How much can be said about the electron levels at one point of the Brillouin zone of bulk MoS₂ from the levels at six others? The point is (0.2, 0.2, 0), six tenths of the way from the zone centre Γ to the corner K at (1/3, 1/3, 0).

Electron levels of bulk MoS₂ (P6₃/mmc, 6-atom cell), computed with JDFTx 1.7.0 (patched build) using PBE without spin polarisation or spin–orbit coupling. The run uses PseudoDojo SR PBE 0.5 standard potentials, a plane-wave cutoff of 1088.45 eV, a 10×10×3 k mesh and Fermi–Dirac smearing of 0.05 eV. Energies are counted from the valence top.

| point a (reciprocal cell vector) | point b (reciprocal cell vector) | point c (reciprocal cell vector) | level under 2 (eV) | level under 1 (eV) | level over 1 (eV) | level over 2 (eV) |
| --- | --- | --- | --- | --- | --- | --- |
| 0.0000 | 0.0000 | 0.0000 | -1.144 | 0.000 | 2.099 | 2.099 |
| 0.0000 | 0.0000 | 0.3333 | -0.489 | -0.114 | 2.101 | 2.101 |
| 0.0000 | 0.2000 | 0.0000 | -1.263 | -1.043 | 1.317 | 1.737 |
| 0.0000 | 0.3000 | 0.0000 | -1.729 | -1.518 | 1.279 | 1.509 |
| 0.0000 | 0.5000 | 0.3333 | -1.362 | -1.301 | 1.609 | 1.631 |
| 0.2000 | 0.2000 | 0.0000 | ? | ? | ? | ? |
| 0.3000 | 0.3000 | 0.0000 | -0.880 | -0.724 | 1.146 | 1.219 |

The columns point a, b and c locate each state in units of the reciprocal cell vectors; point c runs across the layers. Level under 1 is the highest filled level and level over 1 the lowest empty one, with level under 2 and level over 2 next to them. Energies are counted from the valence top.

**The zone centre and the point above it**

The first row, Γ itself, holds the valence top. The second keeps the same position in the plane and changes only point c, yet its highest filled level is 0.114 eV lower. A state confined to one layer would not notice that change, so this one must reach from layer to layer. It is known to be made of molybdenum $d_{z^2}$ and sulphur $p_z$ orbitals, which point out of the layer.

A simple picture shows what such contact does. The cell holds two equivalent layers, each with a level $E_0$, and each layer touches a neighbour above and one below with coupling $t$. When point c is zero the two contacts add up, and the pair of levels becomes

$$E = E_0 \pm 2t .$$

The stronger the contact, the wider the pair. The picture is rough. At point c = 1/3 it would halve the spacing of the pair and leave its midpoint in place, whereas the spacing of the two highest filled levels falls from 1.144 to 0.375 eV and their midpoint rises by 0.27 eV. The third filled level of the run, not listed in the table, shows why: it lies at −1.183 eV at Γ, right beside the second, and at −2.075 eV when point c is 1/3. A further band that reaches across the layers therefore takes part, and a single pair cannot describe these rows.

**From the centre towards the zone edge**

In the next two rows the highest filled level sinks steeply, to −1.518 eV at (0, 0.3, 0). At (0, 0.5, 1/3) it is somewhat higher again, though that row also differs in point c. The two lowest empty levels are 0.42 eV apart at (0, 0.2, 0). If this is mainly a layer pair, which the energies alone do not prove, it gives a scale for the coupling away from Γ.

**The row near K**

At (0.3, 0.3, 0) the filled level has climbed back to −0.724 eV, which suggests a valence band with one hill at Γ and another around K. The two lowest empty levels are only 0.073 eV apart. Theory expects this: at K the threefold symmetry largely cancels the coupling between the conduction states of neighbouring layers. The direct gap of this row, 1.87 eV, is the smallest on the whole mesh; spin–orbit coupling, absent here, would push the two highest filled levels further apart and narrow the gap somewhat.

**Three forecasts for (0.2, 0.2, 0)**

The first forecast rests on a total of the same run. Its indirect gap is 0.93 eV, whereas the lowest empty level among the six known rows is 1.146 eV, so the conduction edge must lie at some other mesh point. Bulk MoS₂ is known to have a conduction valley about halfway from Γ to K, and (0.2, 0.2, 0) is the mesh point nearest to it on that line. The forecast for the lowest empty level is therefore 0.93 eV. No point of the mesh can lie lower, so the range runs only upwards, to 1.00 eV, in case a neighbouring mesh point holds the edge.

For the highest filled level, a smooth band will do. On a triangular lattice such a band can be built from a constant and two cosine sums, $S_1$ over first neighbours and $S_2$ over second neighbours. $S_2$ has its maximum at both Γ and K, which is what a band with two hills requires. The three constants were fitted to five known rows; the second row was left out because it repeats the in-plane position of Γ, and a formula without motion across the layers cannot tell the two apart. The row at (0, 0.5, 1/3) was kept, so any shift it owes to point c adds to the error.

At the point in question $S_1=-0.191$ and $S_2=-0.618$, so

$$E=-1.118+0.1115\,S_1+0.2389\,S_2\approx-1.29\ \text{eV}.$$

The range is −0.9 to −1.7 eV; it is wide because five rows hold three constants only loosely. There is also an independent bound. No direct gap on the mesh is below 1.869 eV, so if the first forecast holds, the filled level can be no higher than about −0.94 eV.

The third forecast, for the spacing of the two lowest empty levels, is the weakest. The 0.42 eV at (0, 0.2, 0) serves as a guide and is raised to 0.55 eV, because the valley states are known to contain sulphur $p$ orbitals that reach the next layer. The range is 0.35 to 0.80 eV. The second empty level should then lie near 1.48 eV.

The withheld rows as computed:

| point a (reciprocal cell vector) | point b (reciprocal cell vector) | point c (reciprocal cell vector) | level under 2 (eV) | level under 1 (eV) | level over 1 (eV) | level over 2 (eV) |
| --- | --- | --- | --- | --- | --- | --- |
| 0.2000 | 0.2000 | 0.0000 | -1.448 | -1.445 | 0.930 | 1.767 |

**What the row shows**

The lowest empty level is 0.93 eV, as forecast. Since that number came from the run's own gap, the hit confirms which mesh point holds the conduction edge, but does not test the energy independently. The same smooth-band formula, fitted to the lowest empty level, would have put it 0.42 eV too high. It already describes the known rows poorly, with a worst miss of 0.37 eV. Two empty levels coincide at Γ and separate once the position in the plane changes, and the lowest one is known to change its orbital make-up across the zone, which a single smooth band cannot follow well.

The highest filled level is −1.445 eV, 0.16 eV below the forecast and inside its range. The formula found the dip between the two hills but made it too shallow. When each fitted row in turn was predicted from the others, the typical error was 0.39 eV, so a miss of this size needs no special cause. The printed analysis below gives both fits.

The third forecast failed. The two lowest empty levels are 0.837 eV apart, just beyond the upper end of the range, and the second one lies at 1.767 eV. A row on the way to the zone edge was a poor guide to a state on the way to K, where the orbital mixture is expected to differ. The direction of the correction was right, its size too timid.

**Why the valley wins in the bulk**

This miss is instructive, because the wide pair offers an explanation of the low valley, provided that it is mainly a layer pair. In the two-layer picture the uncoupled level $E_0$ lies midway between the partners: (0.93 + 1.767)/2 ≈ 1.35 eV here, but (1.146 + 1.219)/2 ≈ 1.18 eV near K. On this estimate the state near K would be the lower one without contact between layers. Contact would then push one valley level down by about 0.4 eV and hardly move the levels near K, which reverses the order. The difference of 0.17 eV between the midpoints is smaller than the misfit of the picture at Γ, so these energies alone do not prove the explanation.

The same reasoning carries over to thinner material. In a two-layer film each layer has one neighbour instead of two, so the valley pair should be roughly half as wide; in a single layer the lowering disappears, and single-layer MoS₂ is indeed known to have its conduction edge at K. Thickness therefore decides where the first added electrons collect: in the valley between Γ and K in the bulk, at K in a single layer. The energy between the two valleys should not be read from these rows, since the mesh passes beside K and perhaps beside the valley bottom as well. PBE is also known to make gaps too small, so the 0.93 eV is not the gap of the real material.

Printed output of the fit:

```
fit of level_under_1 on 5 rows (keep): constant -1.118 +/- 0.077, coefficient of S1 0.1115 +/- 0.045, coefficient of S2 0.2389 +/- 0.04; rms 0.102, worst 0.0 -0.167, leave-one-out rms 0.391
  rows outside the fit (model, value, miss): 0.0 -0.06666, -0.114, 0.0473; 0.2 -1.287, -1.445, 0.158
fit of level_over_1 on 5 rows (keep): constant 1.402 +/- 0.19, coefficient of S1 0.1254 +/- 0.11, coefficient of S2 0.03834 +/- 0.097; rms 0.246, worst 0.0 -0.37, leave-one-out rms 1.01
  rows outside the fit (model, value, miss): 0.0 1.894, 2.101, -0.207; 0.2 1.355, 0.93, 0.425
Spacings at each point in eV:
  row  direct gap  two lowest empty  two highest filled
  0.0       2.099                 0               1.144
  0.0       2.215                 0               0.375
  0.0        2.36              0.42                0.22
  0.0       2.797              0.23               0.211
  0.0        2.91             0.022               0.061
  0.2       2.375             0.837               0.003
  0.3        1.87             0.073               0.156
Lowest empty level of the known rows less the mesh gap, eV: 0.216
Fall of the highest filled level at Gamma from kz 0 to kz 1/3, eV: 0.114
Forecast 1, lowest empty level at the withheld point, eV: 0.93
Computed lowest empty level there, eV: 0.93
Miss of forecast 1 (forecast less computed), eV: 0
Ceiling for the highest filled level there if forecast 1 holds, eV: -0.939
Forecast 2, highest filled level at the withheld point, eV: -1.287
Computed highest filled level there, eV: -1.445
Miss of forecast 2 (forecast less computed), eV: 0.1581
Forecast 3, spacing of the two lowest empty levels there, eV: 0.55
Computed spacing of the two lowest empty levels there, eV: 0.837
Miss of forecast 3 (forecast less computed), eV: -0.287
Forecast of the second empty level there, eV: 1.48
Computed second empty level there, eV: 1.767
Smooth-band rival for the lowest empty level less computed, eV: 0.4248
Lowest empty level near K less that at the withheld point, eV: 0.216
Direct gap at the withheld point less the smallest direct gap of the mesh, eV: 0.506
```
